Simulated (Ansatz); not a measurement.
C2H3ClNSi (SMILES C[Si](Cl)C#N): methods side by side

The species is C2H3ClNSi (8 atoms), meant as a doublet with charge 0. As SMILES, `C[Si](Cl)C#N`. The shape was relaxed beforehand at wB97X-V/def2-SVP.

```xyz
8

C    -0.7134   -0.5423    0.7879
Si    0.6014    0.6682    0.2404
Cl    2.4961   -0.0988    0.5146
C     0.4026    1.0026   -1.5817
N     0.2468    1.2842   -2.6968
H    -0.5976   -1.4881    0.2313
H    -0.6289   -0.7525    1.8654
H    -1.7148   -0.1304    0.5832
```

Quantity: the dissociation energy of the H8–C1 bond into doublet H and singlet C2H2ClNSi (shapes relaxed at wB97X-V/def2-SVP, no zero-point term), in eV. The values are calculated.

```json
{"level": "UHF/def2-SVP", "kind": "Hartree–Fock", "program": "Ansatz", "value (eV)": "3.44"}
{"level": "USVWN5/def2-SVP", "kind": "LDA", "program": "Ansatz", "value (eV)": "3.53"}
{"level": "UPBE/def2-SVP", "kind": "GGA", "program": "Ansatz", "value (eV)": "3.30"}
{"level": "U-r2SCAN/def2-SVP", "kind": "meta-GGA", "program": "Ansatz", "value (eV)": "3.49"}
{"level": "UB3LYP/def2-SVP", "kind": "global hybrid", "program": "Ansatz", "value (eV)": "3.40"}
{"level": "UPBE0-D4/def2-SVP", "kind": "global hybrid", "program": "Ansatz", "value (eV)": "3.48"}
{"level": "U-wB97M-V/def2-SVP", "kind": "range-separated hybrid", "program": "Ansatz", "value (eV)": "3.40"}
{"level": "UB2PLYP/def2-SVP", "kind": "double hybrid", "program": "Ansatz", "value (eV)": "3.34"}
```

The values span 3.30 to 3.53 eV. A fragment with an even electron count was run as a singlet and may have a lower triplet. Measured bond enthalpies also hold zero-point and thermal terms, a few tenths of an eV less.

Every method puts this C–H bond well below the strength of an ordinary methyl C–H bond. The likely reason is that the radical centre sits on the neighbouring silicon: as hydrogen leaves, the electron left on carbon can pair with the one on silicon, so the singlet fragment is probably the silene CH2=Si(Cl)CN. The new π bond repays part of the cost of cleavage, but less than in a comparable alkyl radical, because 3p–2p overlap is poorer than 2p–2p overlap and the pyramidal silicon must flatten to conjugate.

The same pairing explains why Hartree–Fock, at 3.44 eV, falls within the density-functional range instead of far below it. One σ pair is lost and one π pair is gained, so much of the pair correlation probably cancels, unlike in a cleavage that simply unpairs two electrons. The order of the functionals follows no steady progression from LDA to double hybrid. With only this cleavage computed, the values do not show whether C–H loss is the radical's easiest fragmentation.
